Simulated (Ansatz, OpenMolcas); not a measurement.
## How methods differ on SiH4O (Si(OH)H3)

SiH4O has 6 atoms, charge 0, and is taken as a singlet. As SMILES, `[H][Si]([H])([H])O`. The shape is that of a GFN2-xTB optimisation.

Each level gives the vertical energy of the triplet above the singlet (eV). The values are calculated.

```json
{"level": "SVWN5/STO-3G", "kind": "LDA", "program": "Ansatz", "value (eV)": "9.19", "less FCI/STO-3G": "-0.37"}
{"level": "BLYP/STO-3G", "kind": "GGA", "program": "Ansatz", "value (eV)": "9.05", "less FCI/STO-3G": "-0.51"}
{"level": "PBE0/STO-3G", "kind": "global hybrid", "program": "OpenMolcas", "value (eV)": "9.20", "less FCI/STO-3G": "-0.36"}
{"level": "wB97X/STO-3G", "kind": "range-separated hybrid", "program": "Ansatz", "value (eV)": "9.38", "less FCI/STO-3G": "-0.18"}
{"level": "MRCI(2,2)/STO-3G", "kind": "multireference", "program": "OpenMolcas", "value (eV)": "9.58", "less FCI/STO-3G": "+0.02"}
{"level": "CCSD/STO-3G", "kind": "coupled cluster or CI", "program": "Ansatz", "value (eV)": "9.55", "less FCI/STO-3G": "-0.01"}
{"level": "CCSDT(Q)/STO-3G", "kind": "coupled cluster or CI", "program": "Ansatz", "value (eV)": "9.56", "less FCI/STO-3G": "0.00"}
{"level": "CCSDT/STO-3G", "kind": "coupled cluster or CI", "program": "Ansatz", "value (eV)": "9.56", "less FCI/STO-3G": "0.00"}
{"level": "FCI/STO-3G", "kind": "exact in the basis", "program": "Ansatz", "value (eV)": "9.56", "less FCI/STO-3G": "0.00"}
```

FCI/STO-3G is exact within its basis and frozen core, so for wave-function methods in that basis the difference is their error; functionals converge differently with the basis, so for them it is only a difference. The values span 9.05 to 9.58 eV. A triplet this far above the singlet is often a Rydberg-like or dissociative state; sets without diffuse functions put Rydberg states too high. All rows use very small basis sets, so even the best lies far from the true value.

The coupled-cluster values barely move once triples are included, and CCSD is already within 0.01 eV of FCI. This suggests that a single configuration dominates both the singlet and the triplet, as expected for a saturated, closed-shell silanol at its equilibrium shape. The small MRCI(2,2) deviation fits that picture.

The large gap follows from the bonding. Silanol has no π system, and a minimal basis offers only σ* orbitals as empty levels, so the triplet must place an electron in an antibonding combination. The electron probably comes largely from the oxygen lone pair, with some Si–H bonding character mixed in.

All the functionals fall below FCI, but not in order of sophistication: BLYP is lowest, while SVWN5 and PBE0 nearly coincide. Exact exchange alone therefore does not order the set, though the range-separated wB97X comes closest, perhaps because its long-range exchange treats the transfer of charge between orbitals differently. The vertical gap doesn't show how far the triplet would fall on relaxation, which could be considerable if a σ bond stretches.
